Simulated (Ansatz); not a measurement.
# A series in volume scale on Ti

Results calculated with Ansatz 0.2.0, not measured. Plane-wave DFT, scalar-relativistic PAW made under PBE with cores redone for the functional, no dispersion; the given relaxed cell is scaled uniformly, energy at zero smearing counts from the unscaled cell, pressure at the given Fermi-Dirac smearing is positive in compression.

The cell before it is scaled or strained (space group P6_3/mmc, No. 194):
```
Ti
1.0
      2.9359     0.0000     0.0000
     -1.4679     2.5425     0.0000
      0.0000     0.0000     4.6416
Ti
2
Direct
  0.33333 0.66667 0.25000
  0.66667 0.33333 0.75000
```

Settings of every row: spin polarised no; functional r2SCAN; wave cutoff 500 eV; smearing width 0.1 eV; k mesh 20x20x11.

Atom starting moment: 0 on all atoms.

```csv
row,volume scale,V (Å³/atom),pressure (GPa),energy change per atom (meV)
1,0.88,15.245,18.53,107.54
2,0.92,15.938,11.23,44.28
3,0.96,16.631,5.12,10.01
4,1.04,18.017,?,?
5,1.08,18.71,-7.84,37.54
6,1.12,19.403,-10.81,78.95
```

Question: what pressure and energy change per atom should row 4 give?

Worked fit of pressure. Take u = (V_r/V)^(2/3) − 1 with V_r = 16.631 Å³ an atom, which is twice the finite (Eulerian) strain; such expansions in the strain, on which the Birch-Murnaghan equation of state is built, carry the rest volume and the bulk modulus. The shown rows have u = 0.05973, 0.02878, 0, -0.07552, -0.09767. Least squares give pressure = 5.121 + 201.16 × u + 390 × u² GPa; a straight line predicts inner rows, each left out in turn, worse (root mean square 1 against 0.0069 GPa). The rows lie off it by 0.00, 0.00, 0.00, 0.01, 0.00. The pressure vanishes at u = -0.0269, or V = 17.32 Å³ an atom, and there the bulk modulus at fixed shape and fractions is B = −V dP/dV = (2/3)(1 + u) dP/du = 117 GPa. Letting shape and atoms relax would as a rule lower it, by much in layered, chain or molecular crystals. The withheld row has u = -0.05197, so the fit gives 5.121 + 201.16 × (-0.05197) + 390 × (-0.05197)² = -4.28 GPa.

The calculation gave -4.27 GPa. The fit lies 0.01 GPa (0.034 % of the column's range) below it, one unit of the last digit.

Worked fit of energy change per atom. Take u = (V_r/V)^(2/3) − 1 with V_r = 16.631 Å³ an atom, which is twice the finite (Eulerian) strain; such expansions in the strain, on which the Birch-Murnaghan equation of state is built, carry the rest volume and the bulk modulus. The shown rows have u = 0.05973, 0.02878, 0, -0.07552, -0.09767. Least squares give energy change per atom = 9.981 + 749.87 × u + 14864.1 × u² meV; a straight line predicts inner rows, each left out in turn, worse (root mean square 39 against 0.68 meV). The rows lie off it by -0.26, 0.41, 0.03, -0.58, 0.41 (root mean square 0.38 meV). The withheld row has u = -0.05197, so the fit gives 9.981 + 749.87 × (-0.05197) + 14864.1 × (-0.05197)² = 11.16 meV.

The calculation gave 10.29 meV. The fit lies 0.87 meV (8.5 % of the value, 0.89 % of the column's range) above it; its largest miss of a shown row is 0.58 meV.
